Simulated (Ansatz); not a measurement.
**Trial structures of AlGa₃N₂: starts and ends**

Computed with DFT PBE, scalar-relativistic, plane waves, PAW (Ansatz). All cells share a 420 eV cutoff and Γ-centred k meshes spaced at most about 0.3 Å⁻¹ (about 0.25 or finer for metals, 2π included). No spin polarisation in the final relaxations.

Each guess was relaxed in cell and atoms at zero pressure, within the symmetry of its start. These are static total energies at zero pressure. Coordination counts N atoms around Al and Ga (those within 1.25 times the shortest such distance or 1.15 times the sum of covalent radii; a plus sign parts nearer from farther groups; the shortest distance is added where it is long for a bond; a slash parts the counts of unlike sites).

```
guess      made from  start group  V start (Å³/atom)  end group  V end (Å³/atom)     coordination at the end  gap on mesh (eV)  E over the lowest end (meV/atom)
    1  MgSc3Ru2 type       P4/mmm               17.6          ?                ?                           ?                 ?                                 ?
    2    random cell       P4/mmm               16.7     P4/mmm             18.9   Al 2, Ga 2/2+4 from 2.8 Å                 0                               783
    3  CeZn3Pd2 type       P6/mmm               15.5     P6/mmm             13.5       Al 6 from 3.3 Å, Ga 4                 0                               758
    4    random cell         R-3m               15.9       R-3m             13.2  Al 6, Ga 3/2+12 from 4.0 Å                 0                                 0
    5  Ca2GePd3 type         R-3m               15.4       R-3m             20.4       Al 8 from 3.4 Å, Ga 2                 0                              1088
```

Guess 1 as it starts:

```
CELL_PARAMETERS angstrom
3.15991 0.00000 0.00000
0.00000 3.15991 0.00000
0.00000 0.00000 10.56297
ATOMIC_POSITIONS crystal
Al 0.50000 0.50000 0.50000
Ga 0.00000 0.00000 0.00000
Ga 0.00000 0.00000 0.71455
Ga 0.00000 0.00000 0.28545
N 0.50000 0.50000 0.84736
N 0.50000 0.50000 0.15264
```

Question: Predict the end of this guess and its energy over the lowest end.

Answer: It ends in space group P4/mmm (No. 123), with a = 2.899 Å, c = 10.093 Å, 14.1 Å³/atom and no gap. It lies 0.36 eV/atom over the lowest end, above guess 4 and below guess 3. Counting N atoms around Al and Ga, this end has Al 2, Ga 4/8 from 3.8 Å and the lowest (guess 4) has Al 6, Ga 3/2+12 from 4.0 Å.

```cif
data_structure
_symmetry_space_group_name_H-M 'P 1'
_symmetry_Int_Tables_number 1
_cell_length_a 2.8988
_cell_length_b 2.8988
_cell_length_c 10.0928
_cell_angle_alpha 90.000
_cell_angle_beta 90.000
_cell_angle_gamma 90.000
_cell_volume 84.81
loop_
_atom_site_label
_atom_site_type_symbol
_atom_site_fract_x
_atom_site_fract_y
_atom_site_fract_z
_atom_site_occupancy
Al1 Al 0.50000 0.50000 0.50000 1
Ga1 Ga 0.00000 0.00000 0.00000 1
Ga2 Ga 0.00000 0.00000 0.74634 1
Ga3 Ga 0.00000 0.00000 0.25366 1
N1 N 0.50000 0.50000 0.68670 1
N2 N 0.50000 0.50000 0.31330 1
```

Energies over the elements count from the elements' standard structures at the same level (N₂ as a molecule), with no fitted energy shifts.

Question: Is the lowest end bound against the elements?

Answer: Yes: its formation energy is −0.20 eV/atom. It lies below the elements, which doesn't yet make it stable against other compounds or structures.

Weakly bound directions are ill-defined at this level, which has no dispersion term (R-3m at 13.2 Å³/atom), and this can change margins and order among such cells. A magnetic state wasn't ruled out in cells without spin, among them P6/mmm, P4/mmm at 18.9 Å³/atom, R-3m at 20.4 Å³/atom. Cells relaxed within their symmetry can be saddle points. A lower structure may well exist outside this small set. Some structure types and database cells were kept out of the candidates from the start, so a known form may be missing.

The lowest end joins Al with six N neighbours to a Ga site that has no N within bonding distance, so the cell divides into nitride-like and metal-like regions. Al–N bonds are stronger than Ga–N bonds, which favours giving nitrogen to Al and leaving surplus Ga to bond with itself. Guess 1 moves the same way: its N atoms cross a Ga plane to reach Al, but Al gains only two N neighbours, which probably accounts for much of its remaining energy cost. Al–N contact alone doesn't set the order, since guess 2 has it and still lies slightly above guess 3, where Al has none but Ga has four N neighbours.

The absence of a gap fits the composition: the group 13 atoms supply more valence electrons than nitride ions can take up, leaving electrons for metal–metal states. Despite the negative formation energy, the segregation in the lowest end suggests a tendency to separate into wurtzite-type nitrides and Ga metal, probably the more stable combination.
